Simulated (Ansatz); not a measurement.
# TiSb: pressure against volume per atom

All results are calculated (Ansatz 0.2.0). Periodic Kohn-Sham DFT of a crystal at fixed atoms; pressure and stress are positive in compression; the energy is the free energy less that of spherical unpolarised free atoms; site moments are those in the method's own spheres, positive along +z.

Cell of the first row (space group P6_3/mmc, No. 194):
```
TiSb
1.0
      4.0195     0.0000     0.0000
     -2.0098     3.4810     0.0000
      0.0000     0.0000     6.1553
Ti Sb
2 2
Direct
  0.00000 0.00000 0.00000
  0.00000 0.00000 0.50000
  0.33333 0.66667 0.25000
  0.66667 0.33333 0.75000
```

Settings of every row: method all-electron PAW; functional LDA; relativity scalar; k mesh 12x12x7; filling fermi-dirac; smearing width 0.03 eV; nucleus gaussian.

Atom start moment: 0 on all atoms.

Limits: no spin-orbit coupling on heavy atoms.

```
row  volume per atom (Å³)  pressure (GPa)
  1                21.531          -3.591
  2                 21.99          -5.421
  3                22.448               ?
  4                22.677          -7.789
  5                22.906          -8.489
  6                23.135          -9.148
  7                23.364          -9.768
  8                23.822           -10.9
  9                 24.28         -11.901
```

Question: what pressure should row 3 give?

Worked fit of pressure. Take u = (V_r/V)^(2/3) − 1 with V_r = 23.02 Å³ an atom, which is twice the finite (Eulerian) strain; such expansions in the strain, on which the Birch-Murnaghan equation of state is built, carry the rest volume and the bulk modulus. The shown rows have u = 0.04559, 0.03099, 0.01006, 0.00332, -0.00332, -0.00984, -0.02257, -0.0349. Least squares give pressure = −8.8218 + 99.37 × u + 327.13 × u² + 220 × u³ GPa; a parabola predicts inner rows, each left out in turn, worse (root mean square 0.0034 against 0.00081 GPa). The rows lie off it by 0.000, 0.001, 0.000, -0.001, 0.000, 0.000, 0.000, 0.000. The withheld row has u = 0.01692, so the fit gives −8.8218 + 99.37 × (0.01692) + 327.13 × (0.01692)² + 220 × (0.01692)³ = -7.046 GPa.

The calculation gave -7.046 GPa. The fit meets it to the printed digit.
